**Orbital relaxation in the ionisation of 2+ ions: a screening count against trends in Z and in IE**

The table holds ionisation energies of 17 doubly charged ions from Be2+ to Hg2+, by ΔSCF and as −ε, their difference, and NIST values, from non-relativistic configuration-average Hartree-Fock at the radial basis limit. The program tests the unfitted model gap = Ry Σ Δσ²/n² over the remaining electrons, with recalled Slater constants in two forms (A, Slater's groups; B, all electrons of the same n), against least-squares lines in Z and in IE. The lines leave rms residuals of 1.67 and 1.70 eV, hardly better than a constant (1.70 eV), while A leaves 1.00 eV and B, chosen after A fell short for d and f shells, 0.31 eV. The output also shows the misfits: La2+ overestimated 2.1 times by B, zero for Lu2+, and growth per added d or f electron 1.6 to 3.0 times the model's. Results for the 3+ ions from the same calculation and the errors of IE and −ε against NIST are printed for comparison.

Ionisation of 2+ ions, computed with B-spline radial code 1 by non-relativistic Hartree-Fock averaged over the configuration, for a spherical atom with a point nucleus at the basis-set limit. IE is the ionisation energy by ΔSCF, and ε is the orbital energy in the 2+ ion. NIST values run between ground levels.

## Analysis program

```python
# Table: ionisation energies (eV) of 2+ ions, B-spline radial code, non-relativistic Hartree-Fock,
# configuration average: IE by Delta-SCF, -eps, their gap (relaxation), NIST values.
# Tested: gap = Ry*sum(dsigma^2/n^2) over remaining electrons, against a trend in Z and a trend in IE.
T = {
    'ion': ['Be2+', 'F2+', 'Si2+', 'K2+', 'Cr2+', 'Ni2+', 'As2+', 'Sr2+', 'Tc2+', 'Cd2+', 'I2+', 'La2+', 'Sm2+', 'Ho2+', 'Lu2+', 'Os2+', 'Hg2+'],
    'Z': [4, 9, 14, 19, 24, 28, 33, 38, 43, 48, 53, 57, 62, 67, 71, 76, 80],
    'N': [2, 7, 12, 17, 22, 26, 31, 36, 41, 46, 51, 55, 60, 65, 69, 74, 78],
    'configuration': ['1s2', '[He] 2s2 2p3', '[Ne] 3s2', '[Ne] 3s2 3p5', '[Ar] 3d4', '[Ar] 3d8', '[Ar] 3d10 4s2 4p1', '[Ar] 3d10 4s2 4p6', '[Kr] 4d5', '[Kr] 4d10', '[Kr] 4d10 5s2 5p3', '[Xe] 5d1', '[Xe] 4f6', '[Xe] 4f11', '[Xe] 4f14 6s1', '[Xe] 4f14 5d6', '[Xe] 4f14 5d10'],
    'ion_cfg': ['1s1', '[He] 2s2 2p2', '[Ne] 3s1', '[Ne] 3s2 3p4', '[Ar] 3d3', '[Ar] 3d7', '[Ar] 3d10 4s2', '[Ar] 3d10 4s2 4p5', '[Kr] 4d4', '[Kr] 4d9', '[Kr] 4d10 5s2 5p2', '[Kr] 4d10 5s2 5p6', '[Xe] 4f5', '[Xe] 4f10', '[Xe] 4f14', '[Xe] 4f14 5d5', '[Xe] 4f14 5d9'],
    'ie': [152.691, 59.3041, 31.9582, 45.5872, 28.9395, 34.7787, 27.3314, 42.1329, 27.5016, 36.6923, 28.3831, 18.6773, 23.3392, 25.42, 18.7084, 28.2497, 35.0199],  # eV
    'koopmans': [154.21, 60.916, 32.1628, 46.5668, 30.9893, 38.3215, 27.5421, 42.956, 28.6631, 38.677, 28.7586, 18.9305, 28.1946, 31.8561, 18.7369, 29.3315, 36.5376],  # eV
    'diff': [1.519, 1.612, 0.205, 0.98, 2.05, 3.543, 0.211, 0.823, 1.161, 1.985, 0.375, 0.253, 4.855, 6.436, 0.029, 1.082, 1.518],  # eV
    'tab': [153.89621, 62.70798, 33.493, 45.8031, 30.959, 35.187, 28.349, 42.88353, 29.55, 37.468, 29.57, 19.1773, 23.55, 22.79, 20.9594, 25.0, 34.49],  # eV
    'tab_kind': ['theory', 'semi-empirical', 'measured', 'semi-empirical', 'measured', 'measured', 'measured', 'measured', 'semi-empirical', 'measured', 'measured', 'measured', 'semi-empirical', 'semi-empirical', 'measured', 'theory', 'measured'],
    'unc': [4e-06, 0.00025, 9e-05, 0.0017, 0.025, 0.019, 0.012, 0.00019, None, 0.006, 0.025, 0.0006, 0.08, 0.03, 0.0012, 1.6, 0.05],  # eV
}
import re
import numpy as np
from scipy.constants import physical_constants as pc
from scipy.stats import spearmanr
Ry = pc['Rydberg constant times hc in eV'][0]
core = {'He': '1s2', 'Ne': '[He] 2s2 2p6', 'Ar': '[Ne] 3s2 3p6', 'Kr': '[Ar] 3d10 4s2 4p6', 'Xe': '[Kr] 4d10 5s2 5p6'}
def parse(s):
    while '[' in s:
        s = re.sub(r'\[(\w+)\]', lambda m: core[m.group(1)], s)
    return {(int(a), b): int(c) for a, b, c in re.findall(r'(\d)([spdf])(\d+)', s)}
grp = lambda sh: (sh[0], 'sp' if sh[1] in 'sp' else sh[1])
def model(left, rem, same_n):  # rough recalled Slater constants 0.30, 0.35, 0.85
    e = 0.0
    for sh, q in left.items():
        if grp(sh) == grp(rem) or (same_n and sh[0] == rem[0]):
            e += q * (0.30 if sh[0] == 1 else 0.35)**2 / sh[0]**2
        elif sh[0] == rem[0] + 1:
            e += q * 0.85**2 / sh[0]**2
    return Ry * e
# further outputs of the same calculation: IE and -eps (eV) of the 3+ ions, in table order
ie3 = np.array([217.6911, 85.17744, 44.64092, 61.73115, 47.01542, 55.48276, 47.16809, 56.06994, 41.13626,
                53.08487, 38.47471, 49.51386, 42.89013, 46.33349, 48.18461, 41.29271, 49.65336])
ko3 = np.array([217.6911, 86.29124, 44.6658, 62.50681, 48.71181, 58.58011, 47.38804, 56.74338, 42.08478,
                54.82368, 38.74483, 50.09306, 47.37334, 52.30269, 55.26259, 42.18492, 50.97259])
d3 = ko3 - ie3
ion = T['ion']; ix = {s[:-2]: i for i, s in enumerate(ion)}
Z, ie, ko, d, tab = (np.array(T[k], float) for k in ('Z', 'ie', 'koopmans', 'diff', 'tab'))
c0 = [parse(s) for s in T['configuration']]; c1 = [parse(s) for s in T['ion_cfg']]
rem = [[s for s in a if a[s] != b.get(s, 0)][0] for a, b in zip(c0, c1)]
q = np.array([a[r] for a, r in zip(c0, rem)]); l = np.array([r[1] for r in rem])
A = np.array([model(b, r, False) for b, r in zip(c1, rem)])
B = np.array([model(b, r, True) for b, r in zip(c1, rem)])
print('Gaps in eV (rounded to 0.0005). A: Slater groups; B: all electrons of the same n')
print('ion   shell   gap      A      B  A/gap B/gap | 3+ same shell: gap, IE(3+)/IE(2+)')
for i in range(len(ion)):
    x = f'{d3[i]:.3f} {ie3[i]/ie[i]:.2f}' if q[i] > 1 else 'other shell'
    print(f'{ion[i]:5s} {rem[i][0]}{rem[i][1]}{q[i]:<3d} {d[i]:6.3f} {A[i]:6.3f} {B[i]:6.3f} {A[i]/d[i]:5.2f} {B[i]/d[i]:5.2f} | {x}')
rms = lambda r: np.sqrt(np.mean(r**2))
print(f'constant gap {d.mean():.3f} eV: rms {rms(d-d.mean()):.3f} eV')
for name, x in (('Z', Z), ('IE', ie)):
    p = np.polyfit(x, d, 1); r = np.polyval(p, x) - d; w = np.argmax(abs(r))
    print(f'line in {name}: {p[1]:.3f} + {p[0]:.4f}*{name}, rms {rms(r):.3f} eV, worst {ion[w]} {r[w]:+.2f}, rank corr {spearmanr(x, d)[0]:.2f}')
for name, x in (('A', A), ('B', B)):
    r = x - d; w = np.argmax(abs(r))
    print(f'model {name}, no fit: rms {rms(r):.3f} eV, worst {ion[w]} {r[w]:+.2f}, rank corr {spearmanr(x, d)[0]:.2f}')
print(f'Be2+ with sigma 5/16: {Ry*(5/16)**2:.3f} eV, {Ry*(5/16)**2/d[0]:.2f} of the gap')
print(f"gap ratio Ho2+/Lu2+ {d[ix['Ho']]/d[ix['Lu']]:.0f}; La2+/Lu2+ {d[ix['La']]/d[ix['Lu']]:.1f} at IE difference {ie[ix['Lu']]-ie[ix['La']]:.3f} eV")
lu4 = parse('[Xe] 4f13')
print(f"Lu3+ (4f14) gap {d3[ix['Lu']]:.3f} eV; A {model(lu4, (4, 'f'), False):.2f}, B {model(lu4, (4, 'f'), True):.2f} eV")
print(f"La3+ (5p6) gap {d3[ix['La']]:.3f} eV; As3+ (4s2) gap {d3[ix['As']]:.3f} eV")
print('gap per added electron in the shell, eV (Z changes too): table, model, ratio')
for a, b in (('As', 'Sr'), ('Cr', 'Ni'), ('Tc', 'Cd'), ('La', 'Os'), ('Os', 'Hg'), ('Sm', 'Ho')):
    i, j = ix[a], ix[b]; s = (d[j]-d[i])/(q[j]-q[i]); m = Ry*0.35**2/rem[i][0]**2
    print(f'  {a}-{b} {rem[i][0]}{rem[i][1]}: {s:.3f} {m:.3f} {s/m:.1f}')
print(f'5s2 5p6 share of the model for 4f removal: {Ry*8*0.85**2/25:.2f} eV')
drop = 15.65218 - 12.49761; r3p = 2.164546  # further outputs: sum r^2 of K2+, K3+; <r^2> of 3p in K2+
print(f'K2+: sum r^2 falls {drop:.3f}, 3p electron has {r3p:.3f}, contraction {drop-r3p:.3f} bohr^2')
print(f'vs NIST, mean abs error: IE {abs(ie-tab).mean():.2f}, -eps {abs(ko-tab).mean():.2f} eV; -eps closer in {(abs(ko-tab) < abs(ie-tab)).sum()} of {len(d)}')
print('IE-NIST, -eps-NIST (eV): ' + '; '.join(f'{e} {ie[ix[e]]-tab[ix[e]]:+.2f} {ko[ix[e]]-tab[ix[e]]:+.2f}' for e in ('Cr', 'Sr', 'Ho', 'Lu')))
print(f'rank corr of gap with NIST-IE: {spearmanr(d, tab-ie)[0]:.2f}')
sp = np.isin(l, ['s', 'p']) & (A > 0)
assert (d > 0).all()
assert ((A/d)[sp] > 0.6).all() and ((A/d)[sp] < 1.3).all() and ((A/d)[l == 'd'] < 0.55).all()
assert (d3[q > 1] < d[q > 1]).all() and (ie3 > ie).all()
assert rms(B-d) < rms(np.polyval(np.polyfit(Z, d, 1), Z) - d)
```

Running it gives:

```
Gaps in eV (rounded to 0.0005). A: Slater groups; B: all electrons of the same n
ion   shell   gap      A      B  A/gap B/gap | 3+ same shell: gap, IE(3+)/IE(2+)
Be2+  1s2    1.519  1.225  1.225  0.81  0.81 | 0.000 1.43
F2+   2p3    1.612  1.667  1.667  1.03  1.03 | 1.114 1.44
Si2+  3s2    0.205  0.185  0.185  0.90  0.90 | 0.025 1.40
K2+   3p5    0.980  1.111  1.111  1.13  1.13 | 0.776 1.35
Cr2+  3d4    2.050  0.556  2.037  0.27  0.99 | 1.696 1.62
Ni2+  3d8    3.543  1.296  2.778  0.37  0.78 | 3.097 1.60
As2+  4p1    0.211  0.208  0.208  0.99  0.99 | other shell
Sr2+  4p6    0.823  0.729  0.729  0.89  0.89 | 0.673 1.33
Tc2+  4d5    1.161  0.417  1.250  0.36  1.08 | 0.949 1.50
Cd2+  4d10   1.985  0.938  1.771  0.47  0.89 | 1.739 1.45
I2+   5p3    0.375  0.267  0.267  0.71  0.71 | 0.270 1.36
La2+  5d1    0.253  0.000  0.533  0.00  2.11 | other shell
Sm2+  4f6    4.855  3.666  5.542  0.76  1.14 | 4.483 1.84
Ho2+  4f11   6.436  4.187  6.062  0.65  0.94 | 5.969 1.82
Lu2+  6s1    0.029  0.000  0.000  0.00  0.00 | other shell
Os2+  5d6    1.082  0.333  0.867  0.31  0.80 | 0.892 1.46
Hg2+  5d10   1.518  0.600  1.133  0.40  0.75 | 1.319 1.42
constant gap 1.685 eV: rms 1.700 eV
line in Z: 1.119 + 0.0132*Z, rms 1.671 eV, worst Ho2+ -4.43, rank corr -0.01
line in IE: 1.778 + -0.0024*IE, rms 1.698 eV, worst Ho2+ -4.72, rank corr 0.19
model A, no fit: rms 1.000 eV, worst Ho2+ -2.25, rank corr 0.86
model B, no fit: rms 0.312 eV, worst Ni2+ -0.77, rank corr 0.99
Be2+ with sigma 5/16: 1.329 eV, 0.87 of the gap
gap ratio Ho2+/Lu2+ 222; La2+/Lu2+ 8.7 at IE difference 0.031 eV
Lu3+ (4f14) gap 7.078 eV; A 4.50, B 6.37 eV
La3+ (5p6) gap 0.579 eV; As3+ (4s2) gap 0.220 eV
gap per added electron in the shell, eV (Z changes too): table, model, ratio
  As-Sr 4p: 0.122 0.104 1.2
  Cr-Ni 3d: 0.373 0.185 2.0
  Tc-Cd 4d: 0.165 0.104 1.6
  La-Os 5d: 0.166 0.067 2.5
  Os-Hg 5d: 0.109 0.067 1.6
  Sm-Ho 4f: 0.316 0.104 3.0
5s2 5p6 share of the model for 4f removal: 3.15 eV
K2+: sum r^2 falls 3.155, 3p electron has 2.165, contraction 0.990 bohr^2
vs NIST, mean abs error: IE 1.41, -eps 1.98 eV; -eps closer in 10 of 17
IE-NIST, -eps-NIST (eV): Cr -2.02 +0.03; Sr -0.75 +0.07; Ho +2.63 +9.07; Lu -2.25 -2.22
rank corr of gap with NIST-IE: -0.32
```
